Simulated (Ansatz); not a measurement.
# BGeH3Cl2 (SMILES Cl[B](Cl)[GeH3]): the energy, rung by rung

The species is BGeH3Cl2 (7 atoms), meant as a singlet with charge 0. As SMILES, `Cl[B](Cl)[GeH3]`. The shape was relaxed beforehand at B3LYP/def2-SVP.

Each level gives the adiabatic electron affinity (to the doublet anion, shapes relaxed at B3LYP/def2-SVP, no zero-point term) (eV). The values are calculated.

The electron affinity is E(neutral) − E(anion): positive where the electron is bound.

```tsv
level	kind	program	value (eV)	less CCSD(T)/def2-SVP	CPU time (all runs)
HF/def2-SVP	Hartree–Fock	Ansatz	-0.03	-0.03	7.9 s
PBE/def2-SVP	GGA	Ansatz	0.39	+0.39	9.1 s
B3LYP/def2-SVP	global hybrid	Ansatz	0.39	+0.39	16 s
wB97M-V/def2-SVP	range-separated hybrid	Ansatz	0.22	+0.22	52 s
MP2/def2-SVP	perturbation theory	Ansatz	-0.03	-0.03	7.6 s
CCSD(T)/def2-SVP	coupled cluster or CI	Ansatz	0.00	0.00	79 s
```

Differences are taken from CCSD(T)/def2-SVP for orientation; it has basis-set and higher-order errors of its own. All-electron rows without a relativistic Hamiltonian named are non-relativistic. The values span -0.03 to 0.39 eV. In the correlated wave-function rows the outer d shell of Ge is correlated, in sets not made for it. Times are those of the runs behind each value, whatever else they computed, on shared processors of several kinds: orders of magnitude only.

The three density functionals bind the extra electron, whereas Hartree–Fock and MP2 place the anion marginally above the neutral molecule and CCSD(T) puts the two level. The natural acceptor is the formally empty boron p orbital. Chlorine lone pairs donate into it and raise its energy, offsetting part of the inductive pull of the B–Cl bonds, so a weak affinity is chemically reasonable. The added electron probably also favours pyramidalisation at boron, since this mixes s character into the singly occupied orbital.

MP2 leaves the Hartree–Fock value unchanged at -0.03 eV, although correlation usually favours the species with more electrons. This suggests that the compact basis, which has no diffuse functions, recovers too little of the added electron's correlation, a shortage that affects wave-function methods more than density functionals. It also confines the anion's outer density, so the true affinity is probably more positive than the coupled-cluster result. The calculations therefore support a small affinity but do not settle whether the anion is bound.
